Dear colleague,

Here is how each of your four proposed changes moves the ion chain relative to its Mott lobe. All numbers are the model's, for assumed inputs.

Model (energies; ħ shown only in κ): a long, equally spaced chain, one radial direction, red-sideband drive.
H = Σ_j [ω a†a + (ω+δ)σ⁺σ⁻ + g(aσ⁺ + a†σ⁻)]_j + Σ_{i<j} κ|i−j|⁻³(a_i†a_j + h.c.) − μN.
Expanding the Coulomb energy gives κ = ħe²/(8πε₀mω₀d³) and lowers the local ω by 2ζ(3)κ below the trap quantum. The hopping is positive, so the zigzag pattern orders first, with effective zJ = 2κΣ(−1)^(r+1)/r³ = (3/2)ζ(3)κ.

At δ = 0, E(n,±) = n(ω−μ) ± g√n, so lobe n spans √(n−1) − √n < (μ−ω)/g < √n − √(n+1) as κ → 0. Its width W is the particle-hole gap; you fix N, and μ is bookkeeping. Decoupling adds zJψ² − zJψ(a+a†) per site, and second order in ψ gives the boundary
1/(zJ) = Σ_m |⟨m|a+a†|n,−⟩|²/(E_m − E_n),
with weights (√(n+1) ± √n)²/4 to |n+1,∓⟩ and (√n ± √(n−1))²/4 to |n−1,∓⟩ (together 1/2 to the vacuum for n = 1). Minimising the sum over μ gives the tip: zJ/g = 0.1595 at (μ−ω)/g = −0.784 for n = 1 (W = 0.586 g), and 0.0125 for n = 2 (W = 0.096 g). For the vacuum, (μ−ω)(μ−ω+zJ) = g², which is exact, being one polariton in the zigzag mode. With detuning, E(n,±) = n(ω−μ) + δ/2 ± √(δ²/4 + ng²) for n ≥ 1, so for n = 1 dW/dδ = −1/2 at resonance: δ > 0 makes polaritons phonon-like and softer. Detuned tips below use the same sum with detuned eigenvectors.

Baseline: Ca⁺, m ≈ 40 u, ω₀/2π = 3 MHz (12.4 neV), d = 30 000 nm, g = 40 peV, δ = 0, n = 1. Then κ = 2.25 peV, zJ = 4.05 peV, W = 23.4 peV (0.27 µK), tip 6.38 peV, vacuum edge at μ−ω = −42.1 peV. Call r = zJ/tip; r < 1 is Mott, and here r = 0.63.

1. Double the 729 nm intensity. Since g ∝ √I, r should fall by √2: W = 33.1 peV, tip 9.02 peV, r = 0.45. But the red-detuned carrier pushes the transition up by Ω²/2ħω₀ = 2g²/E_R, using g = ηΩ/2 and recoil energy E_R = η²ħω₀ = 38.8 peV (beam along the radial axis). That is 82 peV at baseline, already absorbed in δ = 0. Left untracked, it adds δ = +82 peV = 1.46 of the new g, and the sign reverses: W = 8.8 peV, tip 1.8 peV, r = 2.2. Shifts from distant dipole levels are not included, so calibrate δ.

2. Compress to 25 000 nm. κ ∝ d⁻³ grows by 1.728, so zJ = 7.00 peV and r = 1.10 if you retune. If not, ω drops and δ = +3.93 peV; the slope −1/2 predicts a gap about 2 peV smaller. Calculation: W = 21.5 peV, tip 5.71 peV, r = 1.23. Both effects favour the superfluid.

3. Yb⁺ (m ≈ 171 u) at equal ω₀, d, g and δ. The lobe is unchanged and κ ∝ 1/m: zJ = 0.95 peV, r = 0.15, deeper Mott.

4. Two polaritons per Ca⁺. The √n ladder flattens and bosonic weights grow, so the lobe collapses: W = 3.9 peV, tip 0.50 peV, r = 8.1.

Mean field ignores the strong fluctuations of one dimension; typically it puts the tip of a nearest-neighbour chain too low by a factor of roughly two to three. Trust the direction of each change in r and the κ → 0 gaps. Of the crossings above r = 1, only change 4 is safe; 1.10, 1.23 and 2.2 may remain Mott.

With best regards